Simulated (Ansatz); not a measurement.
Loss of CH4: C3H12InN → C2H8InN + CH4

Species: C3H12InN `C[NH2+][InH-]([CH3])[CH3]`, singlet; C2H8InN `C[NH][InH][CH3]`, singlet; CH4 (methane) `C`, singlet. 

Shapes, held fixed at every level: PBE0-D4/def2-TZVP. Flexible molecules stand in one conformer, not always the lowest. Programs: Ansatz 0.2.0. Electronic energies: no zero-point or thermal term.

```csv
level,kind,ΔE (kJ/mol)
HF/def2-SVP,Hartree–Fock,+26.9
SPW92/def2-TZVPP,LDA,+47.8
PBE-D4/def2-TZVPP,GGA,+30.5
r2SCAN-D4/def2-TZVPP,meta-GGA,+34.4
wB97X-V/def2-TZVPP,range-separated hybrid,+37.4
MP2/def2-SVP,perturbation theory,+43.1
CCSD(T)/def2-SVP,coupled cluster or CI,+41.6
MP2/def2-TZVPP,perturbation theory,+40.6
```

MP2/def2-TZVPP gives ΔE = +40.6 kJ/mol; the levels span +26.9 to +47.8. The median of the levels is +39.0. No measured value is set beside it here. For atoms past krypton def2 sets carry core potentials with scalar relativity. Correlated rows may include outer-core shells of In, which these sets cover unevenly.

Eliminating methane from the amine adduct is uphill at every level, so the sign of the reaction energy is secure, though its size is less so. The proton passes from nitrogen to a methyl group: a strong C–H bond replaces an N–H bond, and an In–N amide bond replaces the In–C bond, but the donor–acceptor bond that held the amine is given up. Indium is left three-coordinate, with an empty 5p orbital that the nitrogen lone pair can fill only weakly because the overlap is poor.

In the same basis, the energy rises from +26.9 kJ/mol with Hartree–Fock to +41.6 with CCSD(T), probably because correlation favours the more compact, intact adduct. MP2 lies close to the latter, at +43.1.

An endothermic step to the monomer does not conflict with the known use of alkane elimination to make indium amides, since release of a gas adds entropy and the amides commonly associate through nitrogen bridges. The reaction energy says nothing about the barrier to proton transfer.
